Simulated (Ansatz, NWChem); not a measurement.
How methods differ on CF3 (SMILES F[C](F)F)

CF3 has 4 atoms, charge 0, and is taken as a doublet. SMILES: `F[C](F)F`. Geometry: relaxed at PBE0-D4/def2-TZVP. The run starts from this shape.

```xyz
4

F    -1.2275    0.0249    0.2654
C    -0.0395   -0.0595   -0.2867
F     0.6589   -1.0449    0.2273
F     0.6081    1.0795   -0.2059
```

Each level gives the adiabatic ionisation energy (to the singlet cation, no zero-point term) (eV). The values are calculated.

```tsv
level	kind	program	value (eV)	CPU time (all runs)
UHF/STO-3G	Hartree–Fock	Ansatz	6.84	5 s
UHF/3-21G	Hartree–Fock	Ansatz	9.70	5 s
UHF/6-31G* (Cartesian functions)	Hartree–Fock	Ansatz	8.76	13 s
UHF/def2-mTZVP	Hartree–Fock	Ansatz	8.93	13 s
UPBE/def2-SVP	GGA	NWChem	8.65	74 s
UPBE0/def2-SVP	global hybrid	NWChem	8.92	80 s
```

The values span 6.84 to 9.70 eV. Without the sets that lack polarisation functions the rows with a basis span only 8.65 to 8.93 eV. Times are those of the runs behind each value, whatever else they computed, on shared processors of several kinds: orders of magnitude only.

Basis-set flexibility matters more here than the choice between Hartree–Fock and a density functional: the two smallest sets give both extremes, 6.84 and 9.70 eV, while the other four values lie close together. Ionisation removes the unpaired electron from a carbon-centred orbital with mixed s and p character. The pyramidal radical then relaxes to a planar cation, in which fluorine lone pairs donate into the empty carbon p orbital and shorten the C–F bonds. The adiabatic energy therefore compares two differently bonded species, and the small sets probably misjudge it because they describe the radical orbital and the polarised, π-bonded cation unevenly.

In the same def2-SVP basis, going from PBE to PBE0 raises the value from 8.65 to 8.92 eV. The near match between PBE0 and Hartree–Fock in def2-mTZVP, at 8.93 eV, does not show that correlation is unimportant, since the basis changes along with the method and errors may cancel.
